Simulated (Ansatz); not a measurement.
A series in volume per atom on Ge

Results calculated with Ansatz 0.2.0 development build, not measured. Equation of state of a cubic crystal from periodic Kohn-Sham density functional theory without spin; pressure corrected for the finite basis.

Cell of the first row (space group Fd-3m, No. 227):
```
cell vectors (Å)
   0.0000     2.8024     2.8024
   2.8024     0.0000     2.8024
   2.8024     2.8024     0.0000
atoms (fractions of the cell vectors)
Ge  0.00000  0.00000  0.00000
Ge  0.25000  0.25000  0.25000
```

Settings of every row: formula Ge; structure type diamond; functional r2SCAN; spin treatment none; k mesh 10x10x10; occupation method fermi-dirac; occupation width 0.1 eV; wave cutoff 1230 eV; datasets hand-made PAW; density cutoff ratio 4; xc grid level 2.

Limits: the SCF threshold is loose for a stress in some rows.

| row | volume per atom (Å³) | energy above lowest point (meV/atom) | pressure (GPa) |
| --- | --- | --- | --- |
| 1 | 22.009 | 7.47 | 2.975 |
| 2 | 22.726 | 0 | 0.438 |
| 3 | 23.444 | 2.89 | -1.659 |
| 4 | 24.162 | ? | ? |
| 5 | 24.879 | 32.97 | -4.868 |

Question: what energy above lowest point and pressure should row 4 give?

Worked fit of energy above lowest point. Take u = (V_r/V)^(2/3) − 1 with V_r = 23.085 Å³ an atom, which is twice the finite (Eulerian) strain; such expansions in the strain, on which the Birch-Murnaghan equation of state is built, carry the rest volume and the bulk modulus. The shown rows have u = 0.03233, 0.0105, -0.01023, -0.04867. Least squares give energy above lowest point = 0.287 − 135.19 × u + 11024.8 × u² meV/atom; a straight line predicts inner rows, each left out in turn, worse (root mean square 11 against 0.17 meV/atom). The rows lie off it by 0.03, -0.08, 0.07, -0.01 (root mean square 0.055 meV/atom). Its lowest point lies at u = 0.0061, or V = 22.87 Å³ an atom, and the curvature there gives the bulk modulus at fixed shape and fractions, B = (4/9)(1 + u)² E″(u)/V = 69.5 GPa. The withheld row has u = -0.02994, so the fit gives 0.287 − 135.19 × (-0.02994) + 11024.8 × (-0.02994)² = 14.22 meV/atom.

The calculation gave 14.34 meV/atom. The fit lies 0.12 meV/atom (0.36 % of the column's range) below it; its largest miss of a shown row is 0.08 meV/atom.

Worked fit of pressure. Take u = (V_r/V)^(2/3) − 1 with V_r = 23.085 Å³ an atom, which is twice the finite (Eulerian) strain; such expansions in the strain, on which the Birch-Murnaghan equation of state is built, carry the rest volume and the bulk modulus. The shown rows have u = 0.03233, 0.0105, -0.01023, -0.04867. Least squares give pressure = −0.6573 + 101.959 × u + 317.97 × u² GPa; a straight line predicts inner rows, each left out in turn, worse (root mean square 0.33 against 0.021 GPa). The rows lie off it by 0.004, -0.010, 0.008, -0.002 (root mean square 0.0068 GPa). The pressure vanishes at u = 0.0063, or V = 22.87 Å³ an atom, and there the bulk modulus at fixed shape and fractions is B = −V dP/dV = (2/3)(1 + u) dP/du = 71.1 GPa. The withheld row has u = -0.02994, so the fit gives −0.6573 + 101.959 × (-0.02994) + 317.97 × (-0.02994)² = -3.425 GPa.

The calculation gave -3.405 GPa. The fit lies 0.020 GPa (0.26 % of the column's range) below it; its largest miss of a shown row is 0.010 GPa.
